The vertical ionisation energy is the cost of removing one electron from a molecule while its atoms stay where they are. Here the molecule is H₃Ge–SnH₃, an ethane-like hydride with a bond between germanium and tin. The rows differ in the density functional, the approximation for exchange and correlation among the electrons.

Vertical ionisation energies of H₃Ge–SnH₃, calculated with Ansatz 0.2.0 at the density functional levels listed. Each is the energy of the cation (charge +1, doublet) minus that of the neutral molecule (singlet), both at the r2SCAN-D4/def2-TZVP geometry of the neutral molecule.

```
        result level  result ionisation energy (eV)
    PBE-D4/def2-TZVP                              ?
 r2SCAN-D4/def2-TZVP                          9.871
    B97M-V/def2-TZVP                          9.985
   PBE0-D4/def2-TZVP                          9.942
r2SCAN0-D4/def2-TZVP                          9.968
  HSE06-D4/def2-TZVP                          9.930
  BHLYP-D4/def2-TZVP                          9.992
   wB97X-V/def2-TZVP                         10.029
```

(a) What does exact exchange do to the ionisation energy, and does its share alone set the order of the rows?

Solution. The cleanest comparison is r2SCAN with r2SCAN0, which replaces a quarter of the approximate exchange by exact exchange. The ionisation energy rises by 0.097 eV, about one per cent of its value. The share of exact exchange does not set the whole order, however. B97M-V contains none, yet it lies above PBE0, HSE06 and r2SCAN0, which each contain a quarter, HSE06 at short range only.

Theory offers a likely reason for the rise, though the table does not test it. In a density functional calculation the electron cloud repels itself, and this includes a false repulsion of each electron with its own charge. Exact exchange cancels that part fully, whereas a semilocal functional, which judges exchange from the density and related quantities at each point, cancels it only approximately and can even cancel too much.

The remaining error favours charge that is spread out. Removing an electron leaves a hole, most likely centred on the Ge–Sn bond and reaching into the bonds to hydrogen. Each region then carries only a fraction of the hole, and semilocal functionals tend to give such fractions too low an energy. The argument is strict only for regions far apart, but it suggests that here too the cation comes out too stable and the ionisation energy too small. Mixing in exact exchange should then reduce the error and raise the result. The rise is probably modest because much of the self-repulsion error is common to molecule and cation and drops out of the difference.

(b) Predict the ionisation energy for PBE, with an error range.

Solution. PBE0 and HSE06 are both built on PBE. If exact exchange acts on PBE as it does on r2SCAN, taking the r2SCAN step off each hybrid leads back to PBE, though only roughly for HSE06, whose exact exchange acts at short range alone:

step = 9.968 − 9.871 = 0.097 eV
from PBE0: 9.942 − 0.097 = 9.845 eV
from HSE06: 9.930 − 0.097 = 9.833 eV

The average gives a forecast of 9.84 eV, with a range of 9.78 to 9.90 eV. PBE should therefore lie below PBE0 and HSE06, and probably slightly below r2SCAN. The close agreement of the two estimates is no measure of the error, since both use the same borrowed step. The range is a judgement that allows the true step for PBE to differ from the borrowed one by a little more than half its size.

A simpler idea would be one straight line in the share of exact exchange, whatever functional the hybrid is built on. The fit leaves out wB97X-V, whose share rises with distance, and counts HSE06 at its short-range share of a quarter. The line then gives 9.92 eV for PBE. The result can thus distinguish between the two descriptions.

(c) Compare the forecast with the calculation. What does the miss say about the borrowed step?

Solution.

The withheld rows as computed:

```
    result level  result ionisation energy (eV)
PBE-D4/def2-TZVP                          9.798
```

The computed value lies inside the range, and the forecast is too high by 0.04 eV. PBE does lie below both of its hybrids and below r2SCAN, though the gap to r2SCAN is 0.07 eV, more than twice what the forecast implied. The straight line misses by 0.13 eV. It treats PBE, r2SCAN and B97M-V as equals because none of them contains exact exchange, although their ionisation energies differ clearly. The printed output below gives both fits in detail.

The miss comes from the size of the step. From PBE to PBE0 the ionisation energy rises by 0.144 eV, about one and a half times the rise from r2SCAN to r2SCAN0. The direction of the effect carried over from one functional to the other, but its size did so only roughly.

A plausible reason lies in what each functional can recognise. PBE uses the density and its gradient. r2SCAN also uses the kinetic energy density, which lets it identify regions where a single orbital dominates, and there it can treat the self-repulsion better. If less error remains in r2SCAN, exact exchange has less to correct and the step is smaller. The numbers fit this picture, but one pair of steps in one molecule does not establish it. The correction for dispersion, the weak attraction between separate parts of the electron cloud, also enters. It raises the PBE value by 0.028 eV, and any change in it from one functional to the next is included in the steps.

The comparison tells how far the result moves when the functional is changed, not which result is closer to experiment. Nor do the runs confirm that each cation is in its lowest doublet state. B97M-V leaves the harder question. It reaches the level of the hybrids without exact exchange, and it remains open whether it truly has less self-repulsion error or whether other parts of the functional make up for it.

Printed output of the fit:

```
Spread of the known rows, eV: 0.158
Rise from r2SCAN to r2SCAN0, eV: 0.097
Half of that rise, eV: 0.0485
PBE0 minus HSE06, eV: 0.012
BHLYP minus PBE0, eV: 0.05
B97M-V minus r2SCAN, eV: 0.114
r2SCAN0 minus PBE0, eV: 0.026
PBE estimate from PBE0 alone, eV: 9.845
PBE estimate from HSE06 alone, eV: 9.833
fit of y - step * share / 0.25 on 2 rows (pbefamily == 1): constant 9.839 +/- 0.006; rms 0.006, worst PBE0-D4/def2-TZVP -0.006, leave-one-out rms 0.012
  rows outside the fit (model, value, miss): PBE-D4/def2-TZVP 9.839, 9.798, 0.041; r2SCAN-D4/def2-TZVP 9.839, 9.871, -0.032; B97M-V/def2-TZVP 9.839, 9.985, -0.146; r2SCAN0-D4/def2-TZVP 9.839, 9.871, -0.032; BHLYP-D4/def2-TZVP 9.839, 9.798, 0.041; wB97X-V/def2-TZVP 9.839, 9.963, -0.124
fit of y on 6 rows (onevalue == 1): constant 9.923 +/- 0.028, coefficient of share 0.1186 +/- 0.1; rms 0.0354, worst B97M-V/def2-TZVP -0.0617, leave-one-out rms 0.059
  rows outside the fit (model, value, miss): PBE-D4/def2-TZVP 9.923, 9.798, 0.125; wB97X-V/def2-TZVP 9.943, 10.03, -0.0855
Forecast for PBE, eV: 9.839
Rival forecast for PBE, eV: 9.923
Computed rise from PBE to PBE0, eV: 0.144
Computed rise from PBE to HSE06, eV: 0.132
Ratio of the PBE to PBE0 rise to the r2SCAN to r2SCAN0 rise: 1.485
Computed r2SCAN minus PBE, eV: 0.073
```
